**E5 conversion at 20 keV, potassium to krypton: a hand estimate**

The decision is whether a 20 keV E5 nuclear transition in a fourth-period atom should be sought through its photon or through its electrons, and in which electron line. The conversion coefficient $\alpha$ is the number of ejected electrons per emitted photon. Here it is $10^7$ to $10^8$, so titanium emits one photon in about $2\times10^7$ decays. The L2 and L3 lines carry 55% of the sum in potassium and 80% in krypton, while the K line drops below 1% from gallium on.

Radial Dirac-Fock and Kohn-Sham solver 3, 5: E5 internal conversion coefficients of the fourth-period atoms, summed and by shell, at a transition energy of 20 keV. The electrons move in the Dirac-Hartree-Slater potential of the neutral atom with a Latter tail and no hole; the nucleus is finite, with surface currents.

| species | Z | transition energy (keV) | shell sum (E5) | K (E5) | L1 (E5) | L2 (E5) | L3 (E5) | M (E5) | outer (E5) |
| --- | --- | --- | --- | --- | --- | --- | --- | --- | --- |
| K | 19 | 20 | 12300000 | 4503000 | 263400 | 2451000 | 4327000 | 769800 | 732.6 |
| Ca | 20 | 20 | 14400000 | 4284000 | 241300 | 3170000 | 5570000 | 1100000 | 2175 |
| Sc | 21 | 20 | 16800000 | 4008000 | 214600 | 4039000 | 7063000 | 1454000 | 2009 |
| Ti | 22 | 20 | 19700000 | 3695000 | 184900 | 5075000 | 8829000 | 1875000 | 1742 |
| V | 23 | 20 | 23100000 | 3351000 | 153500 | 6294000 | 10890000 | 2383000 | 1437 |
| Cr | 24 | 20 | 27000000 | 2982000 | 121700 | 7713000 | 13280000 | 2927000 | 414.7 |
| Mn | 25 | 20 | 31800000 | 2616000 | 91810 | 9360000 | 16030000 | 3697000 | 837.4 |
| Fe | 26 | 20 | 37400000 | 2248000 | 64600 | 11240000 | 19150000 | 4650000 | 584.8 |
| Co | 27 | 20 | 43600000 | 1893000 | 41740 | 13390000 | 22680000 | 5560000 | 381.4 |
| Ni | 28 | 20 | 51500000 | 1557000 | 24700 | 15820000 | 26640000 | 7439000 | 236.5 |
| Cu | 29 | 20 | 59400000 | 1247000 | 14710 | 18520000 | 31020000 | 8621000 | 58.13 |
| Zn | 30 | 20 | 68100000 | 972500 | 13180 | 21550000 | 35880000 | 9719000 | 146.4 |
| Ga | 31 | 20 | 78300000 | 734800 | 21000 | 24910000 | 41250000 | 11290000 | 53250 |
| Ge | 32 | 20 | 90400000 | 534400 | 39110 | 28620000 | 47110000 | 13860000 | 189600 |
| As | 33 | 20 | 105600000 | 371300 | 68180 | 32690000 | 53500000 | 18500000 | 431300 |
| Se | 34 | 20 | 124600000 | 244200 | 108900 | 37150000 | 60430000 | 25900000 | 801400 |
| Br | 35 | 20 | 323000000 | 150200 | 161500 | 41990000 | 67900000 | 211400000 | 1328000 |
| Kr | 36 | 20 | 154100000 | 84060 | 226200 | 47180000 | 75830000 | 28750000 | 2044000 |

The values are relativistic (Dirac-Hartree-Slater). K is 1s, L1 is 2s, L2 and L3 are 2p$_{1/2}$ and 2p$_{3/2}$, M is $n=3$, outer is $n\ge4$, and the shell sum adds them.

**Why K falls while L2 and L3 rise**

The static near field of a multipole of order $\lambda=5$ goes as $r^{-6}$, so $\alpha\propto k\,\left|\int R_{\rm bound}R_{\rm free}\,r^{-4}dr\right|^2$, with $k$ the wave number of the ejected electron. An s electron must leave with $l=5$, a p electron mainly with $l=4$. At 20 keV (735 hartree) $k\approx\sqrt{2\times735}\approx38$ per bohr, and the $l=5$ wave grows only towards $r\approx5/k\approx0.13$ bohr.

If the orbital were flat over that range, plane waves would give $\alpha_K\propto Z^3k^7$, the textbook form $Z^3\alpha_{\rm f}^4\frac{\lambda}{\lambda+1}(2mc^2/E)^{\lambda+5/2}$ with $\alpha_{\rm f}$ the fine-structure constant. But the 1s radius, $1/Z$, is only 0.05 to 0.03 bohr, inside the centrifugal barrier. Deep inside it, a limit approached better in krypton than in potassium, $R_{\rm free}\propto(kr)^5$ and $\alpha_K\propto k^{11}/Z$, and $k$ itself shrinks as the K binding rises. Taken alone, this plane-wave limit falls too steeply with $Z$, because it leaves out the pull of the nucleus on the slow outgoing electron; Coulomb waves include it. The textbook form overshoots the table by a factor of 23 in potassium and 8530 in krypton. The same integral with screened hydrogenic orbitals and Coulomb waves, without fitting, gives 0.98 of the K column up to iron, which supports the picture. It sinks to 0.68 at krypton, where the slow electron is most sensitive to the binding energy, which the model overstates. That excess pushes K down, but the model also omits relativity, so the closeness of 0.98 may owe something to errors that cancel; the two were not separated.

The 2p orbital decays half as fast, faces a lower barrier and loses little kinetic energy to binding. Its slope at the nucleus gives $Z_{\rm eff}^5$, which with $Z_{\rm eff}=Z-4.15$ would be a local exponent in $Z$ of about 6.4 at potassium and 5.7 at krypton. The orbital's decay damps this from the start: the local exponent of L2+L3 in the table runs from 4.96 to 4.00. The non-relativistic integral yields 0.66 to 0.82 of L2+L3, right in size and trend only.

**The rule**

$$\alpha\approx6.0\times10^3\,(Z-8.7)^3\,(1+f_M)+5.1\times10^5\,Z\,x^{4.1}$$

Here $f_M=0.11+0.0066\,(Z-19)$ is M/(L2+L3), and $x=1-B_K/E$ is the share of the energy left to a K electron, with $B_K\approx13.6\ {\rm eV}\,(Z-3.2)^2$, the 3.2 being a rough recalled screening. The cube of L2+L3 and the first power of $Z$ in K were chosen for convenience; the other constants of these two terms are least-squares fits of the logarithm over all 18 rows, rounded. Prefactor and offset trade against each other, so 8.7 is no screening constant. A free exponent on $(Z-4.15)$ gives 3.81 and fits better (worst error 2.4% of L2+L3, against 3.3% for the rounded cube), but is harder by hand. The line for $f_M$ was fitted to K, Sc, Cr, Zn and Kr only, for the reason given under bromine.

**Titanium and gallium**

Both rows entered the L and K fits and neither entered the M fit, so only the M term is tested independently.

For titanium, $13.3^3=2353$ gives L2+L3 $=1.41\times10^7$ (table $1.39\times10^7$), and $1+f_M=1.130$ raises it to $1.595\times10^7$. Then $B_K=13.6\times18.8^2$ eV $=4.81$ keV, $x=0.760$ and $x^{4.1}=0.324$, so K $=5.1\times10^5\times22\times0.324=3.63\times10^6$. The sum is $1.96\times10^7$, 0.6% below the table.

For gallium, $22.3^3=11090$ gives $6.65\times10^7$, the factor 1.189 gives $7.91\times10^7$, and K adds only $7.4\times10^5$ at $x=0.474$. The sum, $8.0\times10^7$, is 2.0% above the table, mainly because the rule's $f_M$ of 0.189 exceeds the tabulated 0.171.

To split the L lines, L3/L2 $\approx1.77-0.0094\,(Z-19)$, a straight-line fit to all rows. Counting electrons gives 2, and without relativity, where both 2p levels share one radial function, the ratio would stay there. The shortfall, growing with $Z$, is therefore relativistic, but the shares of the orbitals, the outgoing wave and the transition operator were not separated.

**Accuracy, and bromine**

Without bromine the rms error is 2.5% of the tabulated sum, well above the 0.4% that rounding allows. Potassium comes out 4.1% low, half of it the neglected L1 share of 2.1%; the outer shells reach at most 1.3%, in krypton. Selenium is 5.5% low, mainly through M.

At bromine the rule is 59% low. The columns place the excess in M alone, which is 9.0 times the rule's value, while the sum without M runs smoothly through $0.99$, $1.12$ and $1.25\times10^8$ for Se, Br and Kr. The same calculation shows erratic M values in the magnetic multipole M5: M/L3 is 0.21 to 0.27 in the five rows used for $f_M$, but 2.24 in Ni and 7.08 in Ge. This evidence is indirect: M5 is at hand for ten rows only, not for As, Se or Br, and the E5 value of M in germanium stays in line. Numerical error is the likely cause, a guess that these numbers cannot prove. The rule's $1.3\times10^8$ is then the safer figure for bromine, and the M values of As and Se are suspect too, so the miss at selenium may lie in the table. Milder doubt falls on Ni and Cu, whose M/(L2+L3) of 0.175 and 0.174 stands above the 0.169 of zinc.

**Where the rule stops**

L1 follows no power law: it falls to 13180 at zinc and rises again. The 2s factor $1-Z_{\rm eff}r/2$ changes sign, so the integral must cancel once the node moves far enough inward. The hydrogenic model puts this at $Z=35.7$, six units late, and later still for E4, whose L1 at germanium does lie below that of zinc and krypton. The direction agrees, and a crudely screened orbital without relativity cannot be expected to place the zero well. The tabulated minimum is not zero; in the Dirac treatment the 2s electron has two exits, h$_{9/2}$ and h$_{11/2}$, which need not vanish at the same $Z$. Both points are argued, not shown by these numbers.

All constants belong to 20 keV and E5. From E4 to E5, L2+L3 grows by a factor of 78 in potassium and 66 in krypton, not by a fixed factor near $2mc^2/E=51$. Beyond krypton $x$ heads for zero; there the crude $B_K$ and the neglect of the hole left by the electron matter most for K, and the K term should not be extended.
